**Hexagonal Ni2Si under pressure: where the constant-modulus picture fails**

The table holds the changes of volume, enthalpy, lattice lengths and energy of Ni2Si (P6_3/mmc) relaxed at fixed symmetry between -3 and 60 GPa, from plane-wave PAW calculations with PBEsol, without spin and at zero temperature. The program tests the linear and truncated-series laws for volume, energy and enthalpy, fits the Murnaghan and third-order Birch-Murnaghan forms to pressure against volume (all rows, and rows up to 15 GPa only), and tries a fixed split of strain between a and c. At 60 GPa the linear law overstates the compression by 64 %, the two harmonic energies miss by +93 % and -28 %, and the second-order enthalpy misses by only 4 %. Birch-Murnaghan (B0 about 226 GPa, dB/dP about 4.6) extrapolates from 15 to 60 GPa within 0.03 GPa and, fitted to all rows, reproduces the free energies within 0.05 meV/atom, while Murnaghan overshoots by 0.96 GPa on extrapolation. The ratio of the c and a strains drifts from about 1.4 to 1.30.

Hexagonal Ni2Si (P6_3/mmc, 6 atoms per cell) was relaxed under pressure with its symmetry kept, in Ansatz 0.2.0 with scalar-relativistic PBEsol, PAW datasets made for PBE and no spin polarisation. The runs use a 420 eV cutoff, a 12×12×8 k mesh and 0.1 eV Gaussian smearing. Changes are relative to the zero-pressure cell, with a = 3.869 Å, c = 4.917 Å and 10.62 Å³ per atom.

## Script

```python
# Table: hexagonal Ni2Si relaxed under hydrostatic pressure (Ansatz, plane-wave PAW, PBEsol, no spin, 0 K):
# changes of volume, enthalpy, a, c and energy. Tested: where constant-modulus (harmonic) and truncated-series
# forms fail, Murnaghan against third-order Birch-Murnaghan (BM3), and a fixed split of strain between a and c.
T = {
    'applied_pressure': [-3, 3, 8, 15, 30, 60],  # GPa
    'volume_change': [1.37, -1.3, -3.24, -5.64, -9.9, -16.19],  # %
    'enthalpy_change': [-0.2, 0.198, 0.521, 0.965, 1.881, 3.606],  # eV/atom
    'a_change': [0.4, -0.39, -0.96, -1.7, -3.07, -5.21],  # %
    'c_change': [0.56, -0.53, -1.35, -2.34, -4.1, -6.72],  # %
    'energy_change': [1.4, 1.3, 8.3, 26.4, 89.0, 272.6],  # meV/atom
}
import numpy as np
from scipy.optimize import curve_fit
from scipy.constants import e
P, dv, H, da, dc, E = (np.array(T[k], float) for k in ('applied_pressure', 'volume_change', 'enthalpy_change', 'a_change', 'c_change', 'energy_change'))
# typed from further outputs of the same runs: reference cell, pressures reached (GPa), smearing TS (eV per 6-atom cell)
V0, P0, TS0, ca0 = 10.62075, -0.012754, 0.017457, 4.917/3.869
Pr = np.array([-2.997978, 3.048038, 8.013045, 14.99305, 29.97231, 59.97099])
TS = np.array([0.017742, 0.017195, 0.016822, 0.016377, 0.015609, 0.014426])
u = 1e-21/e  # eV per GPa A^3
v = 1 + dv/100; x = 1/v; p = Pr - P0
fE = lambda x: (x**(2/3) - 1)/2
bm = lambda x, B, K: 3*B*fE(x)*(1 + 2*fE(x))**2.5*(1 + 1.5*(K - 4)*fE(x))
mu = lambda x, B, K: B/K*(x**K - 1)
row = lambda a, f: ' '.join(format(t, f) for t in a)
Bc = (Pr[1] - Pr[0])/(v[0] - v[1])
print(f'B0 from the -3 and 3 GPa rows: {Bc:.1f} GPa (rounding +-{Bc*1e-4/(v[0]-v[1]):.1f})')
dl = -np.diff(np.log(np.insert(v, 1, 1.0))); Bs = np.diff(np.insert(Pr, 1, P0))/dl
print('interval B, -3/0/3/8/15/30/60 (GPa):', row(Bs, '.0f'))
print('  rounding of these (GPa), at most:', row(Bs*1e-4/dl, '.1f'))
print('pressure reached - applied, rows -3..60 (GPa):', row(Pr - P, '+.3f'))
for name, fn in (('BM3', bm), ('Murnaghan', mu)):
    for lab, m in (('rows to 15 GPa', P <= 15), ('all rows', P < 99)):
        q = curve_fit(fn, x[m], p[m], p0=[220, 4.5])[0]
        print(f'{name}, {lab}: B0 {q[0]:.1f} GPa, dB/dP {q[1]:.2f}; P model-run (GPa):', row(fn(x, *q) - p, '+.2f'))
B, K = curve_fit(bm, x, p, p0=[220, 4.5])[0]
h = 1e-3; s = np.exp(h)
Bl = lambda y: (bm(y*s, B, K) - bm(y/s, B, K))/(2*h)
print('volume rounding expressed as pressure (GPa):', row(Bl(x)*5e-5/v, '.3f'))
print(f'BM3 at 60 GPa: B {Bl(x[-1]):.0f} GPa, dB/dP {(Bl(x[-1]*s)-Bl(x[-1]/s))/(2*h)/Bl(x[-1]):.2f}; linear-law error at 1 GPa {100*(1+K)/(2*B):.1f} %')
print('VOLUME % (BM3 constants): P | table | linear, rel. error % | 2nd order, rel. error % | K*P/B0')
l1 = -100*p/B; l2 = l1 + 100*(1 + K)*p**2/(2*B*B)
for i in range(6):
    print(f'{P[i]:3.0f} | {dv[i]:6.2f} | {l1[i]:6.2f} {100*(l1[i]/dv[i]-1):+5.1f} | {l2[i]:6.2f} {100*(l2[i]/dv[i]-1):+5.1f} | {K*P[i]/B:+.2f}')
print('ENERGY meV/atom (rounding 0.05): P | table | P^2V0/2B0 | B0V0(dV/V0)^2/2 | their ratio | free energy | BM3 | BM3-free')
eP = 1e3*u*V0*p**2/(2*B); eV = 1e3*u*B*V0*(v - 1)**2/2
F = E - 1e3*(TS - TS0)/12
eB = 1e3*u*V0*(4.5*B*fE(x)**2*(1 + (K - 4)*fE(x)) + P0*(1 - v))
for i in range(6):
    print(f'{P[i]:3.0f} | {E[i]:5.1f} | {eP[i]:5.1f} | {eV[i]:5.1f} | {eP[i]/eV[i]:.2f} | {F[i]:6.2f} | {eB[i]:6.2f} | {eB[i]-F[i]:+.2f}')
print(f'60 GPa: harmonic errors {100*(eP[-1]/E[-1]-1):+.0f} % and {100*(eV[-1]/E[-1]-1):+.0f} %; BM3 mismatch as constant stress {(eB[-1]-F[-1])/(1e3*u*V0*(1-v[-1])):+.3f} GPa')
print('ENTHALPY eV/atom (rounding 0.0005): P | table | PV | PV0, err % | 2nd order, err % | 3rd order, err %')
h1 = u*P*V0; h2 = h1 - u*V0*P**2/(2*B); h3 = h2 + u*V0*(1 + K)*P**3/(6*B*B)
for i in range(6):
    print(f'{P[i]:3.0f} | {H[i]:6.3f} | {h1[i]*v[i]:6.3f} | ' + ' | '.join(f'{t[i]:6.3f} {100*(t[i]/H[i]-1):+5.1f}' for t in (h1, h2, h3)))
la, lc, lv = np.log(1 + da/100), np.log(1 + dc/100), np.log(v)
m = P <= 8; sh = (lc[m] @ lv[m])/(lv[m] @ lv[m]); r = lc/la
print(f'AXES, c share of ln V fixed at {sh:.3f} (rows to 8 GPa): P | ln c/ln a +- rounding | c/a | c % model, model-table')
for i in range(6):
    cm = 100*(np.exp(sh*lv[i]) - 1)
    print(f'{P[i]:3.0f} | {r[i]:.3f} +- {r[i]*5e-5*(1/abs(la[i])+1/abs(lc[i])):.3f} | {ca0*np.exp(lc[i]-la[i]):.3f} | {cm:6.2f} {cm-dc[i]:+.2f}')
print('step ratio d ln c/d ln a, 8/15/30/60:', row(np.diff(lc[2:])/np.diff(la[2:]), '.2f'), f'; c/a at zero pressure {ca0:.3f}')
print(f'largest |2 ln a + ln c - ln V|: {100*np.max(abs(2*la+lc-lv)):.3f} % (rounding up to 0.02 %)')
assert np.all(np.diff(Bs) > 0)
assert 3.5 < K < 6
assert np.all(abs(dc) > abs(da)) and r[-1] < r[2]
assert eP[-1] > E[-1] > eV[-1]
```

Running it gives:

```
B0 from the -3 and 3 GPa rows: 226.4 GPa (rounding +-0.8)
interval B, -3/0/3/8/15/30/60 (GPa): 219 234 250 278 324 415
  rounding of these (GPa), at most: 1.6 1.8 1.3 1.1 0.7 0.6
pressure reached - applied, rows -3..60 (GPa): +0.002 +0.048 +0.013 -0.007 -0.028 -0.029
BM3, rows to 15 GPa: B0 226.2 GPa, dB/dP 4.58; P model-run (GPa): +0.00 -0.01 +0.01 -0.00 -0.02 +0.03
BM3, all rows: B0 226.5 GPa, dB/dP 4.56; P model-run (GPa): -0.00 -0.01 +0.02 +0.01 -0.01 +0.00
Murnaghan, rows to 15 GPa: B0 226.3 GPa, dB/dP 4.48; P model-run (GPa): -0.00 -0.01 +0.01 -0.00 +0.09 +0.96
Murnaghan, all rows: B0 228.4 GPa, dB/dP 4.23; P model-run (GPa): -0.03 +0.01 +0.05 +0.02 -0.05 +0.01
volume rounding expressed as pressure (GPa): 0.010 0.012 0.014 0.016 0.020 0.029
BM3 at 60 GPa: B 478 GPa, dB/dP 3.97; linear-law error at 1 GPa 1.2 %
VOLUME % (BM3 constants): P | table | linear, rel. error % | 2nd order, rel. error % | K*P/B0
 -3 |   1.37 |   1.32  -3.8 |   1.37  -0.2 | -0.06
  3 |  -1.30 |  -1.35  +4.0 |  -1.30  +0.1 | +0.06
  8 |  -3.24 |  -3.54  +9.4 |  -3.19  -1.4 | +0.16
 15 |  -5.64 |  -6.63 +17.5 |  -5.40  -4.2 | +0.30
 30 |  -9.90 | -13.24 +33.7 |  -8.36 -15.5 | +0.60
 60 | -16.19 | -26.49 +63.6 |  -6.97 -57.0 | +1.21
ENERGY meV/atom (rounding 0.05): P | table | P^2V0/2B0 | B0V0(dV/V0)^2/2 | their ratio | free energy | BM3 | BM3-free
 -3 |   1.4 |   1.3 |   1.4 | 0.93 |   1.38 |   1.39 | +0.01
  3 |   1.3 |   1.4 |   1.3 | 1.08 |   1.32 |   1.29 | -0.03
  8 |   8.3 |   9.4 |   7.9 | 1.20 |   8.35 |   8.35 | -0.00
 15 |  26.4 |  33.0 |  23.9 | 1.38 |  26.49 |  26.54 | +0.05
 30 |  89.0 | 131.6 |  73.6 | 1.79 |  89.15 |  89.17 | +0.02
 60 | 272.6 | 526.6 | 196.7 | 2.68 | 272.85 | 272.85 | +0.00
60 GPa: harmonic errors +93 % and -28 %; BM3 mismatch as constant stress +0.000 GPa
ENTHALPY eV/atom (rounding 0.0005): P | table | PV | PV0, err % | 2nd order, err % | 3rd order, err %
 -3 | -0.200 | -0.202 | -0.199  -0.6 | -0.200  +0.1 | -0.200  +0.1
  3 |  0.198 |  0.196 |  0.199  +0.4 |  0.198  -0.2 |  0.198  -0.2
  8 |  0.521 |  0.513 |  0.530  +1.8 |  0.521  -0.0 |  0.522  +0.1
 15 |  0.965 |  0.938 |  0.994  +3.0 |  0.961  -0.4 |  0.965  +0.0
 30 |  1.881 |  1.792 |  1.989  +5.7 |  1.857  -1.3 |  1.889  +0.4
 60 |  3.606 |  3.333 |  3.977 +10.3 |  3.450  -4.3 |  3.709  +2.9
AXES, c share of ln V fixed at 0.412 (rows to 8 GPa): P | ln c/ln a +- rounding | c/a | c % model, model-table
 -3 | 1.399 +- 0.030 | 1.273 |   0.56 +0.00
  3 | 1.360 +- 0.030 | 1.269 |  -0.54 -0.01
  8 | 1.409 +- 0.012 | 1.266 |  -1.35 +0.00
 15 | 1.381 +- 0.007 | 1.263 |  -2.36 -0.02
 30 | 1.343 +- 0.004 | 1.257 |  -4.20 -0.10
 60 | 1.300 +- 0.002 | 1.251 |  -7.01 -0.29
step ratio d ln c/d ln a, 8/15/30/60: 1.34 1.30 1.24 ; c/a at zero pressure 1.271
largest |2 ln a + ln c - ln V|: 0.008 % (rounding up to 0.02 %)
```
